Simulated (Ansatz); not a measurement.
Li2Al: the change of energy above lowest point and pressure with volume scale

Free energy against uniform scaling of the volume at fixed shape and fractions; periodic cell, basis, potentials, k mesh and filling as listed. The results are calculated, by Ansatz 0.2.0.

The cell before it is scaled or strained (space group Cmcm, No. 63):
```
cell vectors (Å)
   2.2999    -4.8493     0.0000
   2.2999     4.8493     0.0000
   0.0000     0.0000     4.4456
atoms (fractions of the cell vectors)
Li  0.24139  0.75861  0.25000
Li  0.75861  0.24139  0.75000
Li  0.58986  0.41014  0.25000
Li  0.41014  0.58986  0.75000
Al  0.92502  0.07498  0.25000
Al  0.07498  0.92502  0.75000
```

Settings of every row: functional LDA; dispersion none; potentials PAW; wave cutoff 500 eV; density cutoff 2000 eV; k mesh 6x6x5; k shift 0x0x0; occupations cold; smearing width 0.05 eV; spin none.

Limits: coarse k mesh, up to 40 meV an atom off; minimum outside the range; the cell comes from a prototype or a list of computed structures and needn't be the stable phase.

| row | volume scale | V (Å³/atom) | energy above lowest point (meV/atom) | pressure (GPa) |
| --- | --- | --- | --- | --- |
| 1 | 0.9406 | 15.545 | 0 | -0.07 |
| 2 | 0.9703 | 16.036 | 2 | -1.2 |
| 3 | 1 | 16.527 | ? | ? |
| 4 | 1.0297 | 17.018 | 15.2 | -3.01 |
| 5 | 1.0594 | 17.509 | 25.5 | -3.73 |

Question: what energy above lowest point and pressure should row 3 give?

Worked fit of energy above lowest point. Take u = (V_r/V)^(2/3) − 1 with V_r = 16.527 Å³ an atom, which is twice the finite (Eulerian) strain; such expansions in the strain, on which the Birch-Murnaghan equation of state is built, carry the rest volume and the bulk modulus. The shown rows have u = 0.04168, 0.02031, -0.01933, -0.03775. Least squares give energy above lowest point = 7.23 − 336.5 × u + 3911 × u² meV/atom; a straight line predicts inner rows, each left out in turn, worse (root mean square 3.6 against 0.017 meV/atom). All shown rows lie on it to the printed digit. The withheld row has u = 0, so the fit gives 7.23 − 336.5 × (0) + 3911 × (0)² = 7.2 meV/atom.

The calculation gave 7.2 meV/atom. The fit meets it to the printed digit.

Worked fit of pressure. Take u = (V_r/V)^(2/3) − 1 with V_r = 16.527 Å³ an atom, which is twice the finite (Eulerian) strain; such expansions in the strain, on which the Birch-Murnaghan equation of state is built, carry the rest volume and the bulk modulus. The shown rows have u = 0.04168, 0.02031, -0.01933, -0.03775. Least squares give pressure = −2.173 + 45.61 × u + 116 × u² GPa; a straight line predicts inner rows, each left out in turn, worse (root mean square 0.11 against 0.003 GPa). All shown rows lie on it to the printed digit. The withheld row has u = 0, so the fit gives −2.173 + 45.61 × (0) + 116 × (0)² = -2.17 GPa.

The calculation gave -2.18 GPa. The fit lies 0.01 GPa (0.27 % of the column's range) above it, one unit of the last digit.
